# Isokinetic relation and selectivity reversal in a Menshutkin solvent series

## General statement

For Et$_3$N + EtI in solvent $i$, take the Eyring form with transmission coefficient 1, standard state $c^\circ = 1$ M and temperature-independent activation parameters:

$$k_i=\frac{k_BT}{h\,c^\circ}\exp\left(\frac{\Delta S^\ddagger_i}{R}-\frac{\Delta H^\ddagger_i}{RT}\right)$$

The lines $\ln(k_i/T)$ against $1/T$ share a point at a finite, non-zero $T_{iso}$ exactly when $\Delta H^\ddagger_i-T_{iso}\Delta S^\ddagger_i$ has one value $G^*$ for all $i$. That condition is

$$\Delta H^\ddagger_i=G^*+T_{iso}\Delta S^\ddagger_i ,$$

so the two statements are equivalent. Inserting $\Delta S^\ddagger_i-\Delta S^\ddagger_j=(\Delta H^\ddagger_i-\Delta H^\ddagger_j)/T_{iso}$ gives

$$\ln\frac{k_i}{k_j}=-\frac{\Delta H^\ddagger_i-\Delta H^\ddagger_j}{R}\left(\frac1T-\frac1{T_{iso}}\right).$$

For $T_{iso}>0$ the lower enthalpy barrier wins below $T_{iso}$ and loses above it. Two non-parallel lines always cross, so the smallest real test has three members.

## Three solvents, one coordinate

Let $x$ measure the solvent's hydrogen bonding to the amine, whose loss in the transition state costs enthalpy and releases entropy. Assume linearity:

$$\Delta H^\ddagger=H_0+a x,\qquad \Delta S^\ddagger=S_0+b x .$$

Eliminating $x$ gives $T_{iso}=a/b$ and $G^*=H_0-T_{iso}S_0$. The inputs are illustrative: $H_0=50$ and $a=30$ kJ/mol, $S_0=-155$ and $b=75$ J/(mol K). $H_0$ and $S_0$ were chosen to give the order $10^{-4}$ M$^{-1}$ s$^{-1}$ typical of a polar aprotic solvent near room temperature. The model then has $T_{iso}=400$ K and $G^*=112$ kJ/mol.

| solvent | $x$ | $\Delta H^\ddagger$, kJ/mol | $\Delta S^\ddagger$, J/(mol K) | $k$(300 K) | $k$(400 K) | $k$(450 K) |
|---|---|---|---|---|---|---|
| A | 0 | 50 | $-155$ | $9.87\times10^{-5}$ | 0.0197 | 0.118 |
| B | 0.4 | 62 | $-125$ | $2.96\times10^{-5}$ | 0.0197 | 0.176 |
| C | 1 | 80 | $-80$ | $4.88\times10^{-6}$ | 0.0197 | 0.322 |

Rate constants are in M$^{-1}$ s$^{-1}$. The order A > B > C at 300 K is inverted at 450 K. The general formula gives $\ln(k_C/k_A)=-3.01$ and $+1.00$, the same as the Eyring values.

## Slope of the free-energy plot

$$m(T)=\frac{d\log_{10}k}{dx}=\frac{b-a/T}{R\ln10}=m_\infty\left(1-\frac{T_{iso}}{T}\right),\qquad m_\infty=\frac{b}{R\ln 10}$$

Here $m_\infty=3.92$, $m(300)=-1.31$ and $m(450)=+0.435$.

The Hammett constant belongs to a substituent series in one solvent, $\log_{10}(k_X/k_H)=\rho\sigma$. If that series is isokinetic and the Hammett line holds at one $T\neq T_{iso}$, the ratio formula forces $\Delta H^\ddagger_X-\Delta H^\ddagger_H\propto\sigma$. The series is then this model with $x=\sigma$, and $\rho(T)=\rho_\infty(1-T_{iso}/T)$.

## Where it fails

**Collinearity must be exact.** Raise $\Delta H^\ddagger_B$ to 63 kJ/mol. A pair crosses at its enthalpy difference over its entropy difference: 433 K for AB, 378 K for BC, 400 K for AC. The common point is gone, yet the least-squares line of $\Delta H^\ddagger$ on $\Delta S^\ddagger$ keeps $r^2=0.9985$ with slope 398 K.

**Heat capacity.** A difference $\delta C_p^\ddagger$ between C and A, with the table's parameters read as values at $T_0=300$ K, adds $\delta C_p^\ddagger[(T-T_0)-T\ln(T/T_0)]$ to $\Delta G^\ddagger_C-\Delta G^\ddagger_A$. An assumed $-50$ J/(mol K) adds $+1.6$ kJ/mol at 450 K, against the $-3.75$ kJ/mol that drives the reversal, and moves the model's crossing to 413 K. The table's figures are those of the constant-parameter model only.

**Fitting errors.** In a fit of $\ln(k/T)$ on $1/T$ with equal weights, the slope error is uncorrelated with the fitted value at the mean of $1/T$. Errors therefore tend to slide $(\Delta S^\ddagger,\Delta H^\ddagger)$ along a line whose slope is the harmonic mean temperature of the runs. An apparent $T_{iso}$ near that temperature proves nothing until the Eyring lines themselves are shown to meet.